## Does a short C–F bond hold as much density as a double bond?

In this planar molecule the C–F bond is 1.33 Å long, within 0.01 Å of the C=C bond next to it. Short bonds are usually strong bonds with much electron density between the atoms. The question is whether the C–F bond matches the double bond in this respect, and whether it looks like a shared bond or like two closed shells in contact.

Bond critical points (QTAIM) of gas-phase C4H3FN2, N#C/C(C=N)=C/F, a neutral singlet, from a PySCF 2.14.0 single point with B3LYP/def2-TZVP at the GFN2-xTB geometry. Atoms are numbered N1, C2, C3, C4, N5, C6, F7, H8 (on C4), H9 (on N5) and H10 (on C6). Densities, Laplacians and energy densities are in atomic units.

| row | density (a.u.) | first atom | second atom | laplacian (a.u.) | ellipticity | energy density (a.u.) |
| --- | --- | --- | --- | --- | --- | --- |
| 1 | 0.505 | 1.000 | 2.000 | -0.099 | 0.020 | -1.004 |
| 2 | 0.412 | 4.000 | 5.000 | -1.199 | 0.229 | -0.750 |
| 3 | 0.354 | 3.000 | 6.000 | -1.110 | 0.405 | -0.418 |
| 4 | 0.339 | 5.000 | 9.000 | -1.652 | 0.020 | -0.468 |
| 5 | 0.298 | 6.000 | 10.000 | -1.127 | 0.048 | -0.311 |
| 6 | 0.293 | 2.000 | 3.000 | -0.863 | 0.068 | -0.304 |
| 7 | 0.284 | 4.000 | 8.000 | -1.009 | 0.015 | -0.285 |
| 8 | 0.281 | 3.000 | 4.000 | -0.796 | 0.104 | -0.270 |
| 9 | ? | ? | ? | ? | ? | ? |

Each row describes a bond critical point, the place on the line of highest density between two bonded atoms where that density is lowest. The Laplacian is negative where density is locally concentrated and positive where it is depleted. The energy density is the sum of kinetic and potential energy per volume; a clearly negative value marks a shared bond. The ellipticity tells how unequally the density falls off in the two directions across the bond.

### What length can and cannot tell

The atom numbers identify row 1 as C≡N, row 2 as C=N, row 3 as C=C, and rows 6 and 8 as the two formal C–C single bonds. In these five bonds the density falls steadily with length. A straight line fitted to them drops by 0.07 for each 0.1 Å, and at the length of the C–F bond it gives 0.36.

The bonds to hydrogen show the limit of such a rule. They are the three shortest bonds in the molecule, yet the line overshoots the density of all three by about 0.24. Hydrogen brings only one electron, so there is less density to overlap. Length therefore ranks bonds between similar partners, and fluorine has to be judged by what it brings to the bond.

### Two limits for C–F

In the first limit, two free atoms are laid over each other and the density is not allowed to rearrange. In the second, the atoms share electrons as in the other bonds, and density gathers between them. With atoms built from Slater's rules, the five C–C and C–N bonds hold 1.3 to 1.4 times the density of the overlaid atoms.

The first limit can be estimated by hand. Slater's rules give an outer electron of carbon the effective charge Z = 6 − 3×0.35 − 2×0.85 = 3.25, and one of fluorine Z = 9 − 6×0.35 − 2×0.85 = 5.2. With n outer electrons, the density at distance r from the nucleus is nZ⁵r²e^(−Zr)/(96π) in atomic units. The C–F bond is 1.33/0.529 = 2.51 bohr long, and of three trial points the sum is lowest at 0.38 of the way from carbon. There r is 0.95 bohr for carbon and 1.56 bohr for fluorine, which contribute about 0.20 and 0.06; with a trace from carbon's inner shell, the unrounded sum is 0.264.

With the average gain of the other five bonds, the same sum would rise to 0.35, close to the value from the length line. Fluorine, however, attracts electrons strongly and draws the bonding pair towards itself. Little extra density should then gather at a point that lies towards carbon, so the first limit is the better guess.

### The character of the bond

The C≡N bond warns against judging by the Laplacian alone. Its Laplacian is close to zero, as if the bond were barely shared, while its energy density is the most negative of the visible rows. The local virial theorem resolves the conflict: a quarter of the Laplacian equals twice the kinetic energy density plus the potential one. A value near zero means that these two terms cancel, which can happen even when both are large, as in a strong bond.

When carbon binds a more electronegative atom, the critical point shifts towards the inner region of carbon, where the density changes steeply and the Laplacian changes sign. C–F should share this feature. The C=N bond is polar too, yet its Laplacian is strongly negative, so the forecast for C–F needs a wide range. For the energy density, the visible C–C bonds have about −1 hartree per electron and C≡N about −2; a value midway, times a density of 0.26, gives −0.4.

The forecasts for C–F, with ranges set by judgement, are:

- density 0.26, between 0.24 and 0.28;
- Laplacian −0.1, between −0.5 and 0.3, and nearer zero than in the C–C and C–H bonds;
- energy density −0.4, between −0.5 and −0.3, hence shared by this measure;
- ellipticity 0.1, close to the two formal C–C single bonds, between 0 and 0.2, and below that of C=C.

The density forecast is not fully blind. The visible rows run in order of falling density, which suggests a ceiling of 0.281 for the last one.

The withheld rows as computed:

| row | density (a.u.) | first atom | second atom | laplacian (a.u.) | ellipticity | energy density (a.u.) |
| --- | --- | --- | --- | --- | --- | --- |
| 9 | 0.274 | 6.000 | 7.000 | -0.029 | 0.061 | -0.424 |

### Hits and misses

All four values fall within their ranges. The density is 0.274, so the forecast was 5% too low, whereas the length line is too high by a third of the computed value. The C=C bond holds 0.080 more density than C–F. On the fitted line such a gap would correspond to a difference in length of 0.080/0.70 ≈ 0.11 Å, far more than the 0.01 Å that separates the two bonds in this tight-binding geometry.

The computed density is only 1.04 times that of the overlaid atoms. The model is too crude for the last 4% to carry meaning, but the contrast with 1.3 to 1.4 in the other bonds is clear. The same run also gives the gain over overlaid free atoms directly: 0.015 e/Å³ in C–F, against more than 0.5 e/Å³ in each of the other five bonds. The small gain fits the picture of a bonding pair drawn towards fluorine, but the choice of reference plays a part too. A free fluorine atom averaged to a sphere has 5/3 electrons in the p orbital along the bond, while it brings only one to a single bond. The overlaid atoms thus start with extra density there, and a small gain need not mean that little is shared. The Slater atoms allow an estimate. On the bond line an electron in that orbital counts three times its spherical average, so one electron in place of 5/3 takes two sevenths off fluorine's 0.06, or about 0.02. The computed density lies 0.08 below the second limit of 0.35, so by this estimate the reference explains only a minor part of the shortfall.

The Laplacian came out at −0.029, closer to zero than the forecast of −0.1, and the energy density at −0.424, slightly more negative than forecast. Together they show the same near-cancellation as in C≡N: the kinetic energy density is 0.42 and the potential one −0.84, twice as large and of opposite sign. By its energy density C–F is a shared bond, although its Laplacian sits on the border to the closed-shell side. With so fine a balance, the sign of the Laplacian is a poor label for this bond. The place of the critical point does not explain the small value by itself: it lies 0.44 Å from carbon in C–F and in C=N alike, yet the Laplacian of C=N is strongly negative.

The ellipticity of 0.061 is lower than the forecast of 0.1 and far below the 0.405 of C=C. This suits a bond that is mainly single, but it does not measure the π share from the lone pairs of fluorine: C≡N, with two π bonds at right angles, has an ellipticity of only 0.020. The C–F bond is thus as short as the double bond without resembling it in density or in shape. The printed output below gives the line fit, the sums of overlaid atoms and the energy densities for each bond.

Numerical output:

```
Lengths and energy densities per electron:
  row  length in angstrom  kinetic energy density G  G over density  H over density
    1               1.137                    0.9792           1.939          -1.988
    2               1.252                    0.4502           1.093           -1.82
    3               1.338                    0.1405          0.3969          -1.181
    4                1.02                     0.055          0.1622          -1.381
    5               1.088                   0.02925         0.09815          -1.044
    6               1.417                   0.08825          0.3012          -1.038
    7               1.105                   0.03275          0.1153          -1.004
    8               1.465                     0.071          0.2527         -0.9609
    9                1.33                    0.4168           1.521          -1.547
fit of density on 5 rows (heavy == 1): constant 1.295 +/- 0.053, coefficient of length -0.7007 +/- 0.04; rms 0.00804, worst 8 -0.0122, leave-one-out rms 0.0163
  rows outside the fit (model, value, miss): 4 0.5804, 0.339, 0.241; 5 0.533, 0.298, 0.235; 7 0.5207, 0.284, 0.237; 9 0.3635, 0.274, 0.0895
Overlaid atoms, density in a.u., rows 1 2 3 6 8: 1 0.3828, 2 0.3187, 3 0.2527, 6 0.2221, 8 0.205
Computed density over overlaid atoms, rows 1 2 3 6 8: 1 1.319, 2 1.293, 3 1.401, 6 1.319, 8 1.371
C-F, overlaid atoms without gain, a.u.: 0.264
C-F, overlaid atoms with the mean gain of the other five bonds, a.u.: 0.3539
C-F, computed density over overlaid atoms: 1.038
C-F, density forecast 0.26 less computed, a.u.: -0.014
C-F, Laplacian forecast -0.1 less computed, a.u.: -0.071
C-F, energy density forecast -0.4 less computed, a.u.: 0.024
C-F, ellipticity forecast 0.1 less computed: 0.039
```
